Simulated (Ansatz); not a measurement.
# SrMg: energy above lowest point as volume scale varies

All results are calculated (Ansatz 0.2.0). Free energy against uniform scaling of the volume at fixed shape and fractions; periodic cell, basis, potentials, k mesh and filling as listed.

The cell before it is scaled or strained (space group Pm-3m, No. 221):
```
SrMg
1.0
      4.1903     0.0000     0.0000
      0.0000     4.1903     0.0000
      0.0000     0.0000     4.1903
Sr Mg
1 1
Direct
  0.50000 0.50000 0.50000
  0.00000 0.00000 0.00000
```

Settings of every row: functional PBEsol; dispersion none; potentials all-electron LAPW; k mesh 7x7x7; k shift 0x0x0; occupations fermi dirac; smearing width 0.1 eV; spin none.

Limits: coarse k mesh, up to 40 meV an atom off; the cell comes from a prototype or a list of computed structures and needn't be the stable phase.

| row | volume scale | V (Å³/atom) | energy above lowest point (meV/atom) |
| --- | --- | --- | --- |
| 1 | 0.94 | 34.581 | 1.1 |
| 2 | 0.97 | 35.684 | 0 |
| 3 | 1 | 36.788 | ? |
| 4 | 1.03 | 37.892 | 10.2 |
| 5 | 1.06 | 38.995 | 20.5 |

Question: what energy above lowest point should row 3 give?

Worked fit of energy above lowest point. Take u = (V_r/V)^(2/3) − 1 with V_r = 36.788 Å³ an atom, which is twice the finite (Eulerian) strain; such expansions in the strain, on which the Birch-Murnaghan equation of state is built, carry the rest volume and the bulk modulus. The shown rows have u = 0.04211, 0.02052, -0.01952, -0.0381. Least squares give energy above lowest point = 3.22 − 261.6 × u + 5027 × u² meV/atom; a straight line predicts inner rows, each left out in turn, worse (root mean square 4.7 against 0.091 meV/atom). All shown rows lie on it to the printed digit. Its lowest point lies at u = 0.0260, or V = 35.4 Å³ an atom, and the curvature there gives the bulk modulus at fixed shape and fractions, B = (4/9)(1 + u)² E″(u)/V = 21.3 GPa. The withheld row has u = 0, so the fit gives 3.22 − 261.6 × (0) + 5027 × (0)² = 3.2 meV/atom.

The calculation gave 3.2 meV/atom. The fit meets it to the printed digit.
